Q: I have the conformers of 1-fluorobutane at the DFT level. The first torsion turns the carbon chain, the second turns the C–F bond against it. I expected the fully stretched zigzag, row 3, to win. Instead the best form has its fluorine turned aside, and the zigzag, though second in DFT energy, is only third in weight.

Conformers of 1-fluorobutane (CCCCF), computed with PySCF 2.14.0 and tblite 0.8.0: DFT energies with PBE0-D3(BJ)/pcSseg-1 in chloroform at GFN2-xTB geometries. Free energies and weights at 298.15 K include GFN2-xTB quasi-harmonic terms and count both forms of a mirror pair. The torsions are C1-C2-C3-C4 and C2-C3-C4-F5, in that order.

```
number  torsions in degrees  point group  mirror pair  GFN2-xTB energy above its lowest (kcal/mol)  DFT energy above the lowest (kcal/mol)  free energy above the lowest (kcal/mol)  weight (%)  dipole (D)
     1             (180,66)           C1          yes                                        0.000                                   0.000                                    0.000       49.30       2.060
     2              (73,66)           C1          yes                                        0.600                                   0.470                                    0.560       19.20       2.060
     3            (180,180)           Cs           no                                        0.030                                   0.360                                    0.660       16.10       2.240
     4             (67,173)           C1          yes                                        0.370                                   1.010                                    1.030        8.60       2.250
     5             (67,-78)           C1          yes                                        0.810                                   0.980                                    1.160        6.90       2.110
```

A: Take the two puzzles apart by asking what happens in two limits. If temperature counted for nothing, only the lowest energy would matter and every molecule would sit in row 1. If energy counted for nothing, every staggered form would be equally populated. How many forms are there in that second case?

Q: Five, one for each row.

A: Nine. A row marked as a mirror pair stands for two forms, a left-handed and a right-handed one, and its weight holds both. Only the zigzag is its own mirror image. Six of the nine forms have a gauche C–F bond, one with a torsion near 60° to either side, so counting alone would already give them 67 % of the molecules. Rows 1, 2 and 5 together hold 75 %, and only the excess over the count has to come from energy.

Q: Then the zigzag drops to third place because it is counted once?

A: Work it out. Let g be the number of mirror forms in a row, E its DFT energy above the lowest, and RT the thermal energy, 0.59 kcal/mol here. The weight w then follows

w ∝ g exp(−E/RT)

Row 2 lies 0.47 − 0.36 = 0.11 kcal/mol above row 3, but it has two forms against one:

w(row 2) / w(row 3) = 2 × exp(−0.11/0.59) = 2 × 0.83 ≈ 1.7

So the pair overtakes the zigzag although each of its members is less populated than the zigzag.

Q: The weights in the table give 19.2/16.1, which is only 1.2.

A: The direction is right and the size is too large. The estimate leaves out the free energy of vibration and rotation, which favours row 3 over row 2 by about 0.2 kcal/mol and takes back half of what the counting gave. The final order of these two rows is therefore a close call, since the energies carry noise of some hundredths of a kcal/mol. Over all five rows, DFT energy and counting alone come within about three percentage points of the weights, as the output below shows.

Q: That settles the zigzag's third place. But why is row 1 lower in energy at all? Turning a group aside should crowd the molecule.

A: It does when the group is a carbon chain. Compare rows 3 and 4, where the C–F bond stays anti and only the chain turns: the energy rises by 0.65 kcal/mol, because the two end carbons, with their hydrogens, come close to each other. Now compare rows 3 and 1, where the chain stays stretched and only the C–F bond turns: the energy falls by 0.36 kcal/mol. Fluorine is small, so there is little crowding to pay for, and something else gains.

Q: What gains?

A: Look at which bond stands opposite the C–F bond. In the anti form it is a C–C bond; in the gauche form it is a C–H bond. The usual explanation is that a C–H bond gives electron density more readily into the empty antibonding orbital of C–F. A second one is that the negative fluorine, once turned aside, lies nearer to slightly positive hydrogens along the chain. Both are sound chemistry, but total energies cannot divide the gain between them, so take the size from the table and the cause as argued.

Q: Then I can build the remaining forms by addition. Start from the zigzag at 0.36, add 0.65 for the turned chain, take off 0.36 for the turned C–F bond. Any form with both turns should lie at 0.65 kcal/mol.

A: You have used rows 1, 3 and 4 to set the two steps, so rows 2 and 5 are a real test. What do they say?

Q: Row 2 lies at 0.47 and row 5 at 0.98. My sum gives one value for two forms that differ by half a kcal/mol.

A: Your sum knows how many turns there are, but not their direction. In row 2 both torsions have the same sign, so the backbone winds on like a piece of a helix and its ends stay apart. In row 5 the signs are opposite, and the second turn folds the fluorine back towards the end carbon. From the torsions and rough bond lengths and angles, these two atoms are about 3.9 Å apart in row 2 and only about 3.0 Å in row 5. That is roughly the distance at which they touch, and the hydrogens of the methyl group reach closer still.

Q: Does the molecule show that it is being squeezed?

A: The C–F torsion has opened to 78° in row 5, against 66° in row 1, which is what a repulsion between the ends would do. Chemists know this clash from pentane, where two neighbouring turns of opposite sign press the end groups together. Here it uses up the whole gain from turning the C–F bond: rows 4 and 5, which share a turned chain, are equal in DFT energy within the noise. In any such chain, look for neighbouring turns of opposite sign before you add up single turns.

Q: And row 2, which lies below my sum by almost 0.2 kcal/mol?

A: There I can only guess. A weak attraction between the ends of the coiled chain would lower it. So would the small basis set, because in a compact form each part of the molecule borrows basis functions from the other and looks too stable. I would not build an argument on that difference. The same basis-set error may also favour the turned C–F bond in row 1, and no larger basis was run to check it, so take the gain of 0.36 kcal/mol as a value of this level only.

Q: One thing still bothers me. In the GFN2-xTB column, rows 1 and 3 are practically equal. Would I have found the preference for gauche C–F at that level?

A: No. With GFN2-xTB energies and the same counting, the gauche forms get 62 %, less than the 67 % from counting alone; with DFT energies they get 78 %. The cheaper level thus turns a preference into a slight aversion, while the majority survives because it rests mostly on the number of forms. The DFT energies also include chloroform, but the solvent is unlikely to be what creates the preference. The anti forms have the larger dipoles, so it should help them rather than the gauche ones.

The analysis program printed:

```
Populations in % and free-energy remainder in kcal/mol:
  row  counting only  DFT energy and counting  table  table per single form  remainder after energy and counting
    1          22.22                    47.67   49.3                  24.65                                    0
    2          22.22                    21.56   19.2                    9.6                                 0.09
    3          11.11                    12.98   16.1                   16.1                              -0.1107
    4          22.22                    8.668    8.6                    4.3                                 0.02
    5          22.22                    9.118    6.9                   3.45                                 0.18
Rough distance from end carbon to fluorine in angstrom:
  row  distance
    1     4.332
    2     3.857
    3     4.884
    4     4.424
    5      3.01
RT at 298.15 K in kcal/mol: 0.5925
RT ln 2 gained by a mirror pair in kcal/mol: 0.4107
Mixing entropy from the weights with mirror forms counted in cal/(mol K): 3.85
Gauche C-F share from counting only in %: 66.67
Gauche C-F share from GFN2-xTB energy and counting in %: 61.55
Gauche C-F share from DFT energy and counting in %: 78.35
Gauche C-F share in the table in %: 75.4
C-F gauche preference in kcal/mol as row 3 less 1 then 4 less 2 then 4 less 5 (last two lines empty of meaning):
  row   DFT  GFN2-xTB
    1  0.36      0.03
    2  0.54     -0.23
    3  0.03     -0.44
    4     0         0
    5     0         0
DFT cost of a gauche chain with C-F anti (row 4 less row 3) in kcal/mol: 0.65
Additive prediction for rows 2 and 5 in kcal/mol: 0.65
Additive prediction less DFT energy in row 2 in kcal/mol: 0.18
Additive prediction less DFT energy in row 5 in kcal/mol: -0.33
DFT energy of row 5 less row 2 in kcal/mol: 0.51
Squared dipole of row 3 over that of row 1: 1.182
```
